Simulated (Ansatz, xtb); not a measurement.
**Two isomers of C3H10OSSi**

Structure I is `CC[Si@H](O)SC`, a singlet and structure II is `CC(C)[Si@H](O)S`, a singlet. Both are isolated molecules in the gas phase, relaxed with B3LYP-D3(BJ)/def2-SVP, each in the lowest conformer that the search found.

Quicker runs give these differences E(II) − E(I): GFN2-xTB −5.4 kcal/mol; HF/STO-3G +3.1 kcal/mol (at GFN2-xTB geometries); r2SCAN-D4/def2-SVP −4.8 kcal/mol (at GFN2-xTB geometries).

**Question.** Which of the two would you expect CCSD(T)/def2-SVP + ΔMP2/def2-TZVPP electronic energies to favour?

**Answer.** Structure II; the calculation gives E(II) − E(I) = −4.0 kcal/mol.

How the difference moves with the method:

| level | geometry | E(II) − E(I) (kcal/mol) | departure from the last row (kcal/mol) | job, with rough time for the two |
| --- | --- | --- | --- | --- |
| GFN2-xTB | GFN2-xTB | −5.4 | −1.4 | optimisation, 0.26 s |
| HF/STO-3G | GFN2-xTB | +3.1 | +7.1 | single point, 0.36 s |
| r2SCAN-D4/def2-SVP | GFN2-xTB | −4.8 | −0.8 | single point, 4.1 s |
| B3LYP-D3(BJ)/def2-SVP | B3LYP-D3(BJ)/def2-SVP | −4.4 | −0.4 | optimisation, 59 s |
| HF/def2-SVP | B3LYP-D3(BJ)/def2-SVP | −4.2 | −0.1 | part of the CCSD(T) run |
| MP2/def2-SVP | B3LYP-D3(BJ)/def2-SVP | −6.2 | −2.2 | part of the CCSD(T) run |
| CCSD(T)/def2-SVP | B3LYP-D3(BJ)/def2-SVP | −6.2 | −2.1 | single point |
| CCSD(T)/def2-SVP + ΔMP2/def2-TZVPP | B3LYP-D3(BJ)/def2-SVP | −4.0 |  | single point, 64 s |

As drawn, II has 1 C–C, 1 S–H in place of 1 C–S, 1 C–H.

HF/STO-3G puts the two in the other order. The largest departure from CCSD(T)/def2-SVP + ΔMP2/def2-TZVPP is that of HF/STO-3G, 7.1 kcal/mol. The last row adds to CCSD(T) the change of the MP2 difference between the two basis sets, here +2.1 kcal/mol.

With thermal terms from frequencies at re-optimised GFN2-xTB minima (ideal gas, soft modes damped towards free rotors, one conformer each, 298.15 K, 1 atm): the zero-point term adds −1.0 kcal/mol; ΔH is −5.2 and ΔG −4.4 kcal/mol.

The correlated steps freeze 14 core orbitals. Codes used: Ansatz 0.2.0, xtb 6.7.1; the last row on 4 threads of Arm Neoverse V1 on a shared host.

Structure II is favoured at every level except HF/STO-3G, as expected from the bond exchange: a C–C and an S–H bond together are somewhat stronger than the C–S and C–H bonds they replace. The same preference is familiar from simple alkanethiols and their isomeric dialkyl sulfides. The reversal at HF/STO-3G probably reflects the minimal basis, which describes the polarisable sulfur and silicon environments poorly, rather than missing correlation, since HF/def2-SVP already gives the right order. That level's closeness to the final value is largely a cancellation: correlation in the small basis shifts the balance towards II, and enlarging the basis takes back about as much.

The zero-point term also favours II, consistent with a stiff C–H oscillator giving way to a softer S–H one. Entropy works slightly the other way, probably because the less branched I has softer skeletal motions, but it doesn't overturn the preference. This thermodynamic ordering says nothing about the barrier to interconversion, which would require breaking strong bonds.
